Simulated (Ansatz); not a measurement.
**Redistribution: SiH3Br + C2H8OSi → SiH3(OH) + C2H7BrSi**

Species: SiH3Br `[SiH3]Br`, singlet; C2H8OSi `CC[SiH2]O`, singlet; SiH3(OH) (silanol), singlet; C2H7BrSi `CC[SiH2]Br`, singlet. The partners trade Br for OH; both sit on Si, so the bond types are kept.

Shapes, held fixed at every level: PBE0-D4/def2-TZVP. Flexible molecules stand in one conformer, not always the lowest. Programs: Ansatz 0.2.0. The zero-point and thermal change to 298 K, harmonic and unscaled (PBE0-D4/def2-TZVP), is +0.6 kJ/mol.

```tsv
level	kind	ΔH(298 K) (kJ/mol)	less CCSD(T)/def2-TZVPP
HF/def2-SVP	Hartree–Fock	-0.8	+2.1
PBE-D4/def2-TZVPP	GGA	-1.8	+1.1
B3LYP-D4/def2-TZVPP	global hybrid	-2.1	+0.8
PBE0-D4/def2-TZVPP	global hybrid	-2.2	+0.7
wB97X-V/def2-TZVPP	range-separated hybrid	-2.0	+0.9
B2PLYP/def2-TZVPP	double hybrid	-2.5	+0.4
CCSD(T)/def2-SVP	coupled cluster or CI	-1.6	+1.3
CCSD(T)/def2-TZVPP	coupled cluster or CI	-2.9	0.0
```

The highest level, CCSD(T)/def2-TZVPP, gives ΔH(298 K) = -2.9 kJ/mol; the levels span -2.9 to -0.8. That is about zero within the method's error. The column of differences is taken from that level and isn't an error. No measured value is set beside it here. Relativity is left out for Br. Outer-core shells of Br are correlated in most correlated rows, in sets that cover them unevenly.

The exchange is close to thermoneutral: replacing one hydrogen on silicon by ethyl changes the preference for OH over Br very little. Both sides contain one Si–O and one Si–Br bond, so the large difference in strength between these bonds cancels, leaving only the ethyl group's influence on each. Correlation largely cancels too, as Hartree–Fock and CCSD(T) in the same small basis give -0.8 and -1.6 kJ/mol. Enlarging the basis shifts CCSD(T) to -2.9 kJ/mol, a larger change than the spread among the density functionals in the triple-zeta basis.

Every level leans towards the products, but the lean is too small to establish a real preference of the ethyl-substituted silicon for bromine. If it is real, it may reflect electron release from ethyl, which would make silicon a slightly poorer acceptor for the oxygen lone pairs and so cost the silanol more than the bromide. The near-zero enthalpy says nothing about how readily the groups exchange, which depends on the barrier.
